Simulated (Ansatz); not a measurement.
Rh₂O₅: the change of pressure and energy above lowest point with volume per atom

Results calculated with Ansatz 0.2.0 development build, not measured. Equation of state of a cubic crystal from periodic Kohn-Sham density functional theory without spin; pressure corrected for the finite basis.

Cell of the first row (space group Pn-3m, No. 224):
```
cell vectors (Å)
   4.9727     0.0000     0.0000
   0.0000     4.9727     0.0000
   0.0000     0.0000     4.9727
atoms (fractions of the cell vectors)
Rh  0.00000  0.00000  0.00000
Rh  0.50000  0.50000  0.00000
Rh  0.50000  0.00000  0.50000
Rh  0.00000  0.50000  0.50000
O   0.50000  0.00000  0.00000
O   0.00000  0.50000  0.00000
O   0.00000  0.00000  0.50000
O   0.50000  0.50000  0.50000
O   0.75000  0.75000  0.25000
O   0.75000  0.25000  0.75000
O   0.25000  0.75000  0.75000
O   0.75000  0.25000  0.25000
O   0.25000  0.75000  0.25000
O   0.25000  0.25000  0.75000
```

Settings of every row: formula Rh2O5; structure type cubic X2O5; functional PBE; spin treatment none; k mesh 8x8x8; occupation method fermi-dirac; occupation width 0.061225619 eV; wave cutoff 420 eV; datasets soft-1 PAW; density cutoff ratio 4.

Limits: a cubic model structure, not a phase known at ambient conditions; modest k-mesh, values are not fully converged in k; no spin polarisation, a magnetic state may lie lower.

| row | volume per atom (Å³) | pressure (GPa) | energy above lowest point (meV/atom) |
| --- | --- | --- | --- |
| 1 | 8.783 | 15.199 | 25.33 |
| 2 | 8.97 | ? | ? |
| 3 | 9.157 | 4.593 | 2.7 |
| 4 | 9.344 | 0.14 | 0 |
| 5 | 9.53 | -3.822 | 2.17 |
| 6 | 9.717 | -7.348 | 8.73 |
| 7 | 9.904 | -10.486 | 19.17 |

Question: what pressure and energy above lowest point should row 2 give?

Worked fit of pressure. Take u = (V_r/V)^(2/3) − 1 with V_r = 9.437 Å³ an atom, which is twice the finite (Eulerian) strain; such expansions in the strain, on which the Birch-Murnaghan equation of state is built, carry the rest volume and the bulk modulus. The shown rows have u = 0.04904, 0.02028, 0.00662, -0.00652, -0.0193, -0.03169. Least squares give pressure = −1.9015 + 301.272 × u + 965.72 × u² GPa; a straight line predicts inner rows, each left out in turn, worse (root mean square 0.65 against 0.012 GPa). The rows lie off it by 0.004, -0.012, 0.005, 0.003, 0.008, -0.007 (root mean square 0.0072 GPa). The pressure vanishes at u = 0.0062, or V = 9.35 Å³ an atom, and there the bulk modulus at fixed shape and fractions is B = −V dP/dV = (2/3)(1 + u) dP/du = 210 GPa. The withheld row has u = 0.03441, so the fit gives −1.9015 + 301.272 × (0.03441) + 965.72 × (0.03441)² = 9.609 GPa.

The calculation gave 9.589 GPa. The fit lies 0.020 GPa (0.078 % of the column's range) above it; its largest miss of a shown row is 0.012 GPa.

Worked fit of energy above lowest point. Take u = (V_r/V)^(2/3) − 1 with V_r = 9.437 Å³ an atom, which is twice the finite (Eulerian) strain; such expansions in the strain, on which the Birch-Murnaghan equation of state is built, carry the rest volume and the bulk modulus. The shown rows have u = 0.04904, 0.02028, 0.00662, -0.00652, -0.0193, -0.03169. Least squares give energy above lowest point = 0.514 − 167.55 × u + 13465.8 × u² + 5499 × u³ meV/atom; a parabola predicts inner rows, each left out in turn, worse (root mean square 0.11 against 0.0095 meV/atom). The rows lie off it by 0.00, 0.00, 0.00, -0.01, 0.01, 0.00. Its lowest point lies at u = 0.0062, or V = 9.35 Å³ an atom, and the curvature there gives the bulk modulus at fixed shape and fractions, B = (4/9)(1 + u)² E″(u)/V = 209 GPa. The withheld row has u = 0.03441, so the fit gives 0.514 − 167.55 × (0.03441) + 13465.8 × (0.03441)² + 5499 × (0.03441)³ = 10.92 meV/atom.

The calculation gave 10.94 meV/atom. The fit lies 0.02 meV/atom (0.079 % of the column's range) below it; its largest miss of a shown row is 0.01 meV/atom.
